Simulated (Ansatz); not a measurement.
The HOMO–LUMO gap down a group: Si to Sn

Gas-phase molecules, one atom swapped for its congeners: Si(OH)3; Ge(OH)3; Sn(OH)3. All are doublets with charge 0.

Shapes, held fixed at every level: PBE0-D4/def2-TZVP. Flexible molecules stand in one conformer, not always the lowest. Programs: Ansatz 0.2.0. Values in eV.

| level | Si(OH)3 | Ge(OH)3 | Sn(OH)3 |
| --- | --- | --- | --- |
| SPW92/def2-TZVPP | 1.36 | 0.86 | 0.66 |
| PBE-D4/def2-TZVPP | 1.84 | 1.16 | 0.88 |
| r2SCAN-D4/def2-TZVPP | 2.78 | 1.92 | 1.51 |
| B3LYP-D4/def2-TZVPP | 3.34 | 2.73 | 2.36 |
| BHLYP-D4/def2-TZVPP | 5.95 | 5.42 | 4.88 |
| wB97M-V/def2-TZVPP | 7.40 | 7.33 | 6.90 |

At wB97M-V/def2-TZVPP the HOMO–LUMO gap falls at every step, from 7.40 to 6.90 eV. Every level shows the same order. Open shells run unrestricted. For atoms past krypton def2 sets carry core potentials with scalar relativity. Relativity is left out for Ge. Orbital gaps aren't excitation energies, and the LUMO depends on the basis.

The gap narrows from Si(OH)3 through Ge(OH)3 to Sn(OH)3 with every functional, so the order is robust, but the size of each step is not. The semilocal functionals put the larger drop between silicon and germanium, whereas wB97M-V leaves these two almost level, at 7.40 and 7.33 eV, and puts most of the fall at tin.

In these radicals the unpaired electron sits mainly in an s–p hybrid on the central atom. The frontier gap is probably set largely by the splitting between this occupied orbital and its empty opposite-spin partner. Down the group the valence shell becomes more diffuse, which weakens the on-site repulsion and exchange that hold the two apart. Lower-lying M–O antibonding orbitals could contribute as well. The choice of functional shifts the gap far more than the change of element does, probably because exact exchange widens the spin splitting. The data therefore support a ranking but not a definite gap for any member, and settling the cause would require the spin and composition of the frontier orbitals.
